# Ten levels and a half: k meshes in metallic AlNi

A crystal's energy is an average over electron waves of every wavelength and direction. Each such wave has a wave vector k, and a calculation samples these vectors on a regular mesh. The table shows what coarser meshes do to one fixed cell of AlNi, a metal, computed with a meta-GGA functional. The cell is strongly elongated along its third axis, slightly sheared, and its atoms are displaced, so this is not the relaxed cubic crystal. An error here means the difference from the 10×10×10 mesh.

AlNi in a fixed two-atom cell (a = 2.731, b = 2.775, c = 3.175 Å), computed with Ansatz 0.2.0: r2SCAN, plane-wave PAW, scalar-relativistic, no spin polarisation, 500 eV cutoff, Gaussian smearing of 0.1 eV. The reference is a 10×10×10 mesh, and all meshes are Γ-centred. Energies are extrapolated to zero smearing; pressure is positive in compression.

| k mesh | energy less reference (meV/atom) | pressure less reference (GPa) | largest force change (eV/Å) | irreducible k points |
| --- | --- | --- | --- | --- |
| 1x1x1 | -65.1 | -4.75 | 0.234 | 1 |
| 2x2x2 | 2.24 | 3.13 | 0.0736 | 8 |
| 4x4x4 | 8.46 | -0.085 | 0.00215 | 36 |
| 6x6x6 | -6.41 | -0.144 | 0.00321 | 112 |
| 8x8x6 | -2.24 | -0.125 | 0.00190 | 196 |

## 1. Why does a mesh of 64 points need only 36?

An electron wave running one way has the same energy as its partner running the opposite way. The points k and −k therefore need only one calculation between them. The displaced cell has no other symmetry that could save work.

On each mesh with even divisions, eight points are their own partners. These are the centre of the zone, called Γ, and seven points on its boundary. For 4×4×4 this gives (64 + 8)/2 = 36 distinct points, the number in the last column. On the 2×2×2 mesh all eight points are their own partners, so pairing saves nothing.

## 2. What goes wrong with Γ alone?

The calculation treats 21 electrons in the cell and leaves the inner ones in fixed atomic cores. Each level takes two. With a single k point, ten levels are full and the eleventh is half full. In the real metal, electrons can move to lower levels at other wave vectors, but here there are none to move to. The Fermi level, which separates filled from empty states, is pinned to that eleventh level, 2.4 eV above its reference value.

The smearing entropy confirms this. Smearing replaces the sharp edge between filled and empty levels by a gradual one of width σ = 0.1 eV, and partly filled levels then carry entropy. In the Gaussian scheme, a spin state at a distance of x widths from the Fermi level contributes σ exp(−x²)/(2√π) to the entropy term. The half-filled level sits at x = 0 and has two spin states, so the sum is σ/√π = 0.1 eV/1.77, or about 0.056 eV.

The calculation gives the same value, 56.4 meV for the cell. Since the smearing formula is built into the program, the match does not test the physics of AlNi. It does identify the state: one level, exactly half full, supplies the whole entropy.

A high eleventh level should raise the energy, yet the total is 65.1 meV/atom too low. The ten full levels are also taken at Γ alone, and, above four deep and nearly flat levels, the broad s-like valence band is expected to have its bottom there. The two errors should therefore pull in opposite directions, and the sign of the total cannot be read from the Fermi level.

Part of the 65.1 meV comes from the extrapolation to zero smearing, which adds back half of the entropy term and assumes a smooth spread of levels. A single pinned level stays half full whatever the width, so the whole term should be added back. That would raise the energy by a further 14.1 meV/atom and leave an error near −51.0, with the same sign.

The stress shows the damage more plainly than the pressure. The errors along the three axes are −66.56, −64.14 and +116.5 GPa, as expected if the eleventh level is a wave running along the long third axis.

## 3. Is 2×2×2 as good as 8×8×6?

By energy alone it seems so. The two errors are +2.24 and −2.24 meV/atom, although the finer mesh uses about 25 times as many distinct points. The other columns contradict this: the coarse mesh has 25 times the pressure error and 39 times the force error.

Energy, pressure and force are different averages over the same electrons. Pressure asks how the energy responds to a change of volume, and force asks how it responds to moving an atom. Errors from different parts of the zone can cancel in one average and survive in another. A small energy error on one mesh is therefore weak evidence that the mesh is adequate.

## 4. Why does the energy error change sign instead of fading away?

Between 4×4×4 and 6×6×6 the error goes from +8.46 to −6.41 meV/atom. The finer mesh does not simply remove part of the old error; it overshoots to the other side. The reason lies in what a mesh can and cannot average.

Think of the energy of the occupied states as a landscape over k, built from ripples of many wavelengths. A regular mesh averages most ripples to zero, as it should. It fails for those that repeat exactly from one mesh point to the next, because every point then sees the same height. A finer mesh is fooled only by finer ripples, so the error depends on how strong those are.

In a metal the landscape has an edge. At the Fermi surface a band passes from filled to empty, and building such an edge takes fine ripples whose strength fades slowly and whose sign varies from one to another. Each mesh picks out its own set of them, and their sum may be positive or negative. Put more directly, it matters which points happen to fall just inside the Fermi surface and which just outside.

Smearing rounds the edge, but this works well only if the mesh places enough levels within the smeared region. The entropy term reflects how much weight the mesh finds in that region. It is 11.2 meV a cell on 4×4×4 and 4.1 meV on 6×6×6, although the crystal is the same. The sampling of states near the Fermi level thus still varies strongly between these meshes, as the explanation requires, although the entropy alone does not fix the sign or size of the energy error.

## 5. Is the pressure converged at 4×4×4?

Its pressure error, −0.085 GPa, is the smallest in the table. Pressure, however, is the mean of three stresses, one along each axis. On this mesh they are wrong by +0.9, +2.7 and −3.8 GPa, and these errors nearly cancel in the mean.

Theory suggests why a change of shape is harder to sample than a change of volume. Uniform compression shifts many levels in a similar way, and the Fermi level moves with them. Stretching one axis while squeezing another raises some parts of the Fermi surface and lowers others. A mesh that counts too many states in one part and too few in another then gets the stress differences wrong.

The practical consequence concerns relaxation. A mesh that gives a good pressure can still drive the cell towards a wrong shape. Even on 8×8×6, the stress along the third axis differs from the reference by 1.1 GPa.

## 6. Why do the forces settle sooner?

From 2×2×2 to 4×4×4 the force error falls by a factor of 34, to 0.7 % of the largest force component in the reference. It stays near 1 % or below on the two finer meshes. The energy error, by contrast, grows from 2×2×2 to 4×4×4. Some force errors do change sign between 4×4×4 and 6×6×6, as the energy error does, but they remain small beside the forces themselves.

Part of the reason is symmetry. If the atoms sat at their ideal sites, each would have identical surroundings in opposite directions, and the force would vanish on any of these meshes. Only the response to the displacement can carry a mesh error, whereas the energy carries the error of the whole crystal. No row has undisplaced atoms to test this directly, but the force components fit it. On the two coarsest meshes the force keeps its direction and changes its size: on 2×2×2 the three components are 1.23, 1.24 and 1.19 times their reference values, as if the mesh had only stiffened the restoring spring.

Symmetry does not explain why the response itself is accurate to 2 % or better, component by component, from 4×4×4 on. A plausible reason is that much of the force comes from electrons well below the Fermi level, which a modest mesh samples well. The data do not separate that share.

## 7. Which digits can be trusted?

The reference is itself a finite mesh, and no finer one is available to test it. Since 8×8×6 still differs from it by about 2 meV/atom, energy errors of that size should not be read as distances from the exact answer. The hundredths of a meV describe the difference between two particular meshes and no more.

The pressure carries a similar warning. The last three meshes all lie below the reference, by 0.09 to 0.14 GPa, so part of that offset may belong to the reference. Nor do the last two rows define a rate of convergence, because 8×8×6 refines only two of the three directions.

For practical work, the quantity of interest should be followed over several meshes, and one small change should not be taken as proof. Energy differences of a few meV per atom between different AlNi structures would need a finer mesh than any in the table, and a test of the reference mesh as well. Different structures have different Fermi surfaces, so their mesh errors need not cancel.

## 8. What would change with a band gap, or with wider smearing?

In an insulator every band is either full or empty throughout the zone. The landscape of question 4 then has no edge, and its fine ripples die out exponentially. Once the mesh is fine enough, the energy settles quickly, though a small gap delays this. This is standard theory; the table contains no insulator to show it.

Wider smearing moves a metal part of the way in that direction, because a more gradual edge needs fewer fine ripples. The price is a larger entropy term, and with it more reliance on the extrapolation back to zero smearing. To judge a neighbouring case, first ask whether bands cross the Fermi level, and then whether the mesh places enough states near it.

The output printed below holds the differences and ratios used here, together with the one-level entropy estimate, which has no adjustable constant.

Output of the analysis:

```
Counting and forces:
    row  full mesh points  distinct points by pairing  force error in percent of largest reference component
  1x1x1                 1                           1                                                  76.05
  2x2x2                 8                           8                                                  23.92
  4x4x4                64                          36                                                 0.6988
  6x6x6               216                         112                                                  1.043
  8x8x6               384                         196                                                 0.6175
Smearing and Fermi level:
    row  entropy term in meV a cell  entropy term over reference  Fermi level error in eV  free energy error in meV an atom
  1x1x1                       56.42                        9.127                    2.405                            -77.68
  2x2x2                       12.48                        2.018                  -0.3405                             0.665
  4x4x4                       11.21                        1.813                  -0.1577                             7.205
  6x6x6                       4.093                       0.6621                  0.07111                            -5.885
  8x8x6                       4.851                       0.7848                  0.03888                            -1.905
Stress errors in GPa:
    row        xx       yy      zz       xy  mean of xx yy zz
  1x1x1    -66.56   -64.14   116.5  0.04902            -4.748
  2x2x2     8.316    7.166  -6.099   0.5983             3.128
  4x4x4    0.8823    2.669  -3.807   -0.094          -0.08516
  6x6x6  -0.01014  -0.5578  0.1337   -1.138           -0.1448
  8x8x6   -0.8836  -0.6177   1.124   0.1043           -0.1258
Distinct points of the 10x10x10 reference by pairing: 504
Entropy term of one half-filled level, meV a cell: 56.42
Energy change from 4x4x4 to 6x6x6, meV/atom: -14.87
Energy change from 6x6x6 to 8x8x6, meV/atom: 4.17
Size of energy error, 2x2x2 over 8x8x6: 1
Size of pressure error, 2x2x2 over 8x8x6: 25.04
Force error, 2x2x2 over 8x8x6: 38.74
Force error, 2x2x2 over 4x4x4: 34.23
Distinct points, 8x8x6 over 2x2x2: 24.5
Entropy term, 4x4x4 over 6x6x6: 2.739
Size of zz stress error over pressure error at 4x4x4: 44.79
Mean pressure error of the last three meshes, GPa: -0.118
Spread of pressure error over the last three meshes, GPa: 0.059
```
